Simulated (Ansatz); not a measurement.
## Li5NbO5: pressure against volume

Li5NbO5, C2/c, a = 5.653 Å, b = 9.192 Å, c = 8.945 Å, β = 104.5°. The structure is a Materials Project entry; whether it is the stable form wasn't checked. Ansatz: PBEsol, PAW, 420 eV, Γ-centred 6×6×4 mesh on 22 atoms, Gaussian smearing 0.02 eV; no spin polarisation. Shape and atoms are relaxed at each volume; pressure is positive in compression.

| V (Å³/atom) | P (GPa) |
| --- | --- |
| 9.001 | 13.08 |
| 9.308 | ? |
| 9.615 | 5.55 |
| 9.922 | 2.54 |
| 10.229 | -0.01 |
| 10.536 | -2.18 |
| 10.843 | -3.97 |
| 11.252 | -5.86 |

Q: Take V0 = 10.229 Å³/atom, count pressures from its P0 = -0.01 GPa, fit the third-order Birch–Murnaghan form to the other rows, and predict the missing pressure.

A: With the Eulerian strain f = ½[(V0/V)^(2/3) − 1] and y = (P − P0)/[3f(1 + 2f)^(5/2)], the form is the line y = B0 + 1.5 B0 (B0′ − 4) f. Rows (f, y): 0.04450, 79.2; 0.02107, 79.3; 0.01026, 78.7; -0.00976, 77.9; -0.01906, 76.3; -0.03078, 74.3. Means f = 0.002705, y = 77.617; Σ(Δf)² = 0.003892, ΣΔfΔy = 0.2415; the slope is their ratio. y = 77.45 + 62.05 f GPa, so B0 = 77.5 GPa and B0′ = 4 + 2 × (62.05)/(3 × 77.45) = 4.53. At V = 9.308, f = 0.03246, y = 79.46 and P = 9.05 GPa. The run gave 9.06 GPa, so the fit is 0.01 GPa too low, within the rms miss on the fitted rows (0.08 GPa).

Cost: 8 runs of about 25 core-minutes in all, on Intel Xeon 6975P-C (Granite Rapids) (shared hosts).

Li5NbO5 stiffens steadily under compression, as expected for an ionic oxide in which short-range repulsion between closed shells rises faster than the electrostatic attraction strengthens. The modulus of 77.5 GPa is moderate. Lithium's single charge gives comparatively soft Li–O contacts, while formally d0 Nb(V) binds oxygen more strongly through Nb 4d–O 2p mixing. The lithium-rich part of the framework therefore probably takes up most of the volume change, though pressures alone cannot apportion it between the two kinds of bond.

The close prediction at 9.308 Å³/atom supports interpolation, but not a strictly linear y(f). The values of y are nearly flat across the compressed rows and fall clearly on expansion, so the fitted line lies too high at both ends and mostly too low between them. This suggests a higher-order strain term, and makes B0′ = 4.53 an average over the fitted range rather than a sharply determined derivative at V0. Extrapolation to stronger compression would thus probably overestimate the pressure.
